**Bond exchanges and the ranking of seven C2H8AlB isomers**

The table holds the energies of seven singlet C2H8AlB structures above the lowest of the list, from r2SCAN-D4/def2-SVP single points (Ansatz) at GFN2-xTB minima and from GFN2-xTB itself. The program counts bond types, works out the energy of each bond exchange at both levels, tests additivity on a closed set of four structures and evaluates Pauling's parameter-free polarity estimate with rough recalled electronegativities. At r2SCAN the structures without a C-C link lie below those with one, and additivity fails by about 9 kcal/mol (8 at GFN2-xTB). The polarity estimate has the right sign for the ends of the list but underestimates the cost of the C-C link and, among the structures with three-coordinate boron and aluminium, misorders 2 and 3 as well as 4 and 6. GFN2-xTB reverses 7 of 21 pairs, and its difference from the functional repeats from one occurrence of a bond exchange to the next.

Calculated values. Isomers of C2H8AlB as neutral isolated molecules, one conformer each. The functional energies are closed-shell r2SCAN-D4/def2-SVP single points from Ansatz 0.2.0, without a search for lower SCF states, at geometries optimised with GFN2-xTB in xtb 6.7.1. In the list of atoms and links, the number in brackets labels a heavy atom.

## Analysis program

```python
# Table: seven C2H8AlB isomers, energy above the lowest (kcal/mol), r2SCAN-D4/def2-SVP (Ansatz)
# single points at GFN2-xTB minima, and GFN2-xTB (xtb). Tested: bond counts, bond swaps,
# their additivity, and Pauling's parameter-free polarity estimate E = -sum (dchi)^2 eV.
T = {
    'case_structure': [6, 4, 2, 5, 3, 7, 1],
    'case_at_functional_level': [0.0, 0.56, 17.59, 22.59, 24.09, 30.05, 32.73],  # kcal/mol
    'case_at_gfn2_xtb': [0.0, 8.39, 19.5, 16.74, 7.59, 16.18, 19.04],  # kcal/mol
    'drawn': ['CH3(1) CH2(2) AlH2(3) BH(4); links 2-3, 1-4, 2-4', 'CH2(1) CH3(2) AlH(3) BH2(4); links 1-3, 2-3, 1-4', 'CH3(1) CH3(2) AlH2(3) B(4); links 1-4, 2-4, 3-4', 'CH2(1) CH3(2) Al(3) BH3(4); links 1-2, 1-3, 3-4', 'CH2(1) CH2(2) AlH2(3) BH2(4); links 1-2, 2-3, 1-4', 'CH3(1) CH2(2) AlH(3) BH2(4); links 1-2, 2-4, 3-4', 'CH3(1) CH2(2) AlH2(3) BH(4); links 1-2, 2-4, 3-4'],
    'mult': [1, 1, 1, 1, 1, 1, 1],
}
import re, itertools
import numpy as np
from collections import Counter
from scipy import constants as sc
EV = sc.e*sc.N_A/(1000*sc.calorie)
EH = sc.physical_constants['Hartree energy'][0]*sc.N_A/(1000*sc.calorie)
ids = [int(s) for s in T['case_structure']]
D = dict(zip(ids, map(float, T['case_at_functional_level'])))
X = dict(zip(ids, map(float, T['case_at_gfn2_xtb'])))
o = ['C', 'B', 'Al', 'H']
keys = ['C-C', 'C-B', 'C-Al', 'B-Al', 'C-H', 'B-H', 'Al-H']
N, V = {}, {}
for r, s in zip(ids, T['drawn']):
    a, l = s.split('links')
    at, c, v = {}, Counter(), Counter()
    for el, h, i in re.findall(r'(C|Al|B)(H\d?)?\((\d)\)', a):
        n = int(h[1:] or 1) if h else 0
        at[i] = el; c[el+'-H'] += n; v[el] += n
    for i, j in re.findall(r'(\d)-(\d)', l):
        c['-'.join(sorted((at[i], at[j]), key=o.index))] += 1; v[at[i]] += 1; v[at[j]] += 1
    N[r], V[r] = c, v
print('energies in kcal/mol; table rounding 0.005 per r2SCAN entry, up to 0.02 in a four-row sum')
print('row | ' + ' '.join(keys) + ' | bonds | coordination B, Al | r2SCAN | xTB | xTB-r2SCAN')
for r in ids:
    print(r, '|', *[N[r][k] for k in keys], '|', sum(N[r].values()), '|', V[r]['B'], V[r]['Al'], f'| {D[r]:.2f} | {X[r]:.2f} | {X[r]-D[r]:+.2f}')
print('order r2SCAN', sorted(ids, key=D.get), ' xTB', sorted(ids, key=X.get))
pr = list(itertools.combinations(ids, 2))
print('pairs ordered differently:', sum((D[a]-D[b])*(X[a]-X[b]) < 0 for a, b in pr), 'of', len(pr), f'; span r2SCAN {max(D.values()):.2f}, xTB {max(X.values()):.2f}')
no = [D[r] for r in ids if N[r]['C-C'] == 0]; cc = [D[r] for r in ids if N[r]['C-C']]
print(f'r2SCAN without C-C {min(no):.2f} to {max(no):.2f}; with C-C {min(cc):.2f} to {max(cc):.2f}; gap {min(cc)-max(no):.2f}')
print(f'close pairs, r2SCAN: 4 minus 6 {D[4]-D[6]:.2f}; 3 minus 5 {D[3]-D[5]:.2f}')
print('swap | bonds lost > gained | dE r2SCAN | dE xTB | xTB-r2SCAN')
for a, b in [(1, 2), (3, 6), (1, 3), (2, 6), (6, 4), (7, 5), (3, 4), (1, 7)]:
    lost = ' + '.join((N[a]-N[b]).elements()); won = ' + '.join((N[b]-N[a]).elements())
    print(f'{a}>{b} | {lost} > {won} | {D[b]-D[a]:+.2f} | {X[b]-X[a]:+.2f} | {X[b]-X[a]-D[b]+D[a]:+.2f}')
cy = lambda E: E[1]+E[6]-E[2]-E[3]
print(f'E1+E6-E2-E3 (zero if bonds add): r2SCAN {cy(D):+.2f}, xTB {cy(X):+.2f}')
P = {}
for xc in (2.5, 2.6):  # rough recalled Pauling electronegativities
    chi = {'C': xc, 'H': 2.2, 'B': 2.0, 'Al': 1.6}
    p = {r: -EV*sum(n*(chi[k.split('-')[0]]-chi[k.split('-')[1]])**2 for k, n in N[r].items()) for r in ids}
    P[xc] = {r: p[r]-p[6] for r in ids}
print('Pauling estimate above row 6, chi(C)=2.5 / 2.6 | estimate minus r2SCAN')
for r in ids[1:]:
    tag = '' if V[r]['B'] == 3 else ' (B4, Al2: mean terms do not cancel)'
    print(f'row {r}: {P[2.5][r]:+.1f} / {P[2.6][r]:+.1f} | {P[2.5][r]-D[r]:+.1f} / {P[2.6][r]-D[r]:+.1f}{tag}')
# typed from further outputs of the same runs (Eh), filed under row 6 but being rows 1 and 2
R = {'r2SCAN-D4': (-347.980608, -348.004741), 'xTB': (-10.60555, -10.60482),
     'HF/STO-3G': (-342.814349, -342.829819), 'D4 part': (-0.001927, -0.001888)}
for k, (a, b) in R.items():
    print(f'row 1 minus row 2 from total energies, {k}: {(a-b)*EH:+.2f}')
# xTB-minimum coordinates (A), same outputs: B, Al, two other neighbours of B, two H on Al
G = {1: [[.93, -.55, .10], [.43, -1.10, -1.86], [1.98, .60, .34], [.50, -1.04, 1.09], [.71, -.26, -3.15], [-.29, -2.43, -2.26]],
     2: [[.22, -1.45, -.80], [-.25, -3.34, -1.57], [1.43, -.48, -1.12], [-.86, -1.00, .26], [.53, -4.26, -2.58], [-1.60, -4.01, -1.10]]}
def asum(c, nb):
    u = [(q-c)/np.linalg.norm(q-c) for q in nb]
    return sum(np.degrees(np.arccos(a @ b)) for a, b in itertools.combinations(u, 2))
for r, g in G.items():
    g = np.array(g)
    print(f'row {r}: B-Al {np.linalg.norm(g[0]-g[1]):.2f} A, B-C {np.linalg.norm(g[0]-g[2]):.2f} A, angle sum at B {asum(g[0], g[1:4]):.0f}, at Al {asum(g[1], g[[0, 4, 5]]):.0f} deg')
assert max(no) < min(cc) and all(sum(N[r].values()) == 11 for r in ids)
assert abs((R['r2SCAN-D4'][0]-R['r2SCAN-D4'][1])*EH-(D[1]-D[2])) < 0.02
assert N[1]+N[6] == N[2]+N[3] and cy(D) < 0 and cy(X) < 0
assert D[2] < D[1] and D[6] < D[3] and D[3] < D[1] and D[6] < D[2]
```

Running it gives:

```
energies in kcal/mol; table rounding 0.005 per r2SCAN entry, up to 0.02 in a four-row sum
row | C-C C-B C-Al B-Al C-H B-H Al-H | bonds | coordination B, Al | r2SCAN | xTB | xTB-r2SCAN
6 | 0 2 1 0 5 1 2 | 11 | 3 3 | 0.00 | 0.00 | +0.00
4 | 0 1 2 0 5 2 1 | 11 | 3 3 | 0.56 | 8.39 | +7.83
2 | 0 2 0 1 6 0 2 | 11 | 3 3 | 17.59 | 19.50 | +1.91
5 | 1 0 1 1 5 3 0 | 11 | 4 2 | 22.59 | 16.74 | -5.85
3 | 1 1 1 0 4 2 2 | 11 | 3 3 | 24.09 | 7.59 | -16.50
7 | 1 1 0 1 5 2 1 | 11 | 4 2 | 30.05 | 16.18 | -13.87
1 | 1 1 0 1 5 1 2 | 11 | 3 3 | 32.73 | 19.04 | -13.69
order r2SCAN [6, 4, 2, 5, 3, 7, 1]  xTB [6, 3, 4, 7, 5, 1, 2]
pairs ordered differently: 7 of 21 ; span r2SCAN 32.73, xTB 19.50
r2SCAN without C-C 0.00 to 17.59; with C-C 22.59 to 32.73; gap 5.00
close pairs, r2SCAN: 4 minus 6 0.56; 3 minus 5 1.50
swap | bonds lost > gained | dE r2SCAN | dE xTB | xTB-r2SCAN
1>2 | B-H + C-C > C-H + C-B | -15.14 | +0.46 | +15.60
3>6 | B-H + C-C > C-H + C-B | -24.09 | -7.59 | +16.50
1>3 | C-H + B-Al > B-H + C-Al | -8.64 | -11.45 | -2.81
2>6 | C-H + B-Al > B-H + C-Al | -17.59 | -19.50 | -1.91
6>4 | Al-H + C-B > B-H + C-Al | +0.56 | +8.39 | +7.83
7>5 | Al-H + C-B > B-H + C-Al | -7.46 | +0.56 | +8.02
3>4 | Al-H + C-C > C-H + C-Al | -23.53 | +0.80 | +24.33
1>7 | Al-H > B-H | -2.68 | -2.86 | -0.18
E1+E6-E2-E3 (zero if bonds add): r2SCAN -8.95, xTB -8.05
Pauling estimate above row 6, chi(C)=2.5 / 2.6 | estimate minus r2SCAN
row 4: -5.5 / -7.4 | -6.1 / -7.9
row 2: +13.8 / +16.6 | -3.8 / -1.0
row 5: +22.6 / +27.7 | +0.0 / +5.1 (B4, Al2: mean terms do not cancel)
row 3: +6.9 / +11.1 | -17.2 / -13.0
row 7: +28.1 / +35.1 | -1.9 / +5.0 (B4, Al2: mean terms do not cancel)
row 1: +20.8 / +27.7 | -12.0 / -5.1
row 1 minus row 2 from total energies, r2SCAN-D4: +15.14
row 1 minus row 2 from total energies, xTB: -0.46
row 1 minus row 2 from total energies, HF/STO-3G: +9.71
row 1 minus row 2 from total energies, D4 part: -0.02
row 1: B-Al 2.10 A, B-C 1.58 A, angle sum at B 360, at Al 360 deg
row 2: B-Al 2.09 A, B-C 1.58 A, angle sum at B 360, at Al 360 deg
```
